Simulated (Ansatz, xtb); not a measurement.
## Ligand exchange: SiH3Cl + SnH3(SH) → SiH3(SH) + SnH3Cl

Species: SiH3Cl `[SiH3]Cl`, singlet; SnH3(SH), singlet; SiH3(SH) (sulfanylsilane), singlet; SnH3Cl `[Cl][SnH3]`, singlet. The partners trade Cl for SH: Si–Cl and Sn–SH bonds give way to Si–SH and Sn–Cl.

Shapes, held fixed at every level: PBE0-D4/def2-TZVP. Programs: Ansatz 0.2.0, xtb 6.7.1. The zero-point and thermal change to 298 K, harmonic and unscaled (PBE0-D4/def2-TZVP), is -0.1 kJ/mol.

```csv
level,kind,ΔH(298 K) (kJ/mol),less CCSD(T)/def2-TZVPP
GFN2-xTB,semi-empirical,+22.1,+14.6
HF/def2-SVP,Hartree–Fock,+1.6,-5.9
HF/def2-TZVPP,Hartree–Fock,+3.6,-3.9
SPW92/def2-TZVPP,LDA,+6.1,-1.4
B3LYP-D4/def2-TZVPP,global hybrid,+5.2,-2.3
r2SCAN0-D4/def2-TZVPP,global hybrid,+5.0,-2.5
MP2/def2-SVP,perturbation theory,+5.3,-2.2
MP2/def2-TZVPP,perturbation theory,+9.6,+2.1
CCSD(T)/def2-TZVPP,coupled cluster or CI,+7.5,0.0
```

The highest level, CCSD(T)/def2-TZVPP, gives ΔH(298 K) = +7.5 kJ/mol; the levels span +1.6 to +22.1. The column of differences is taken from that level and isn't an error. No measured value is set beside it here. For atoms past krypton def2 sets carry core potentials with scalar relativity. Outer-core shells of Sn are correlated in most correlated rows, in sets that cover them unevenly.

The exchange is mildly endothermic at every level, so enthalpy favours keeping chlorine on silicon and SH on tin. This matches the usual hard–soft pattern: the smaller, harder silicon centre gains more from a short, strongly polar bond to chlorine, whereas the larger, more polarisable tin centre gives up less by binding the softer sulfur. The preference is a small difference between strong bonds, and the thermal term of -0.1 kJ/mol shows that it is almost wholly electronic.

Hartree–Fock already gives the right sign, and correlation strengthens the preference, from +3.6 to +7.5 kJ/mol in the larger basis. This suggests that correlation stabilises the Si–Cl/Sn–SH pairing more than the exchanged one. MP2 overshoots somewhat, while the density functionals fall between Hartree–Fock and coupled cluster. GFN2-xTB keeps the direction but greatly exaggerates the size, probably because its parameters balance the tin and silicon bonds unevenly. The direction of the exchange is therefore better supported than its exact magnitude, and nothing here bears on how fast the ligands would trade places.
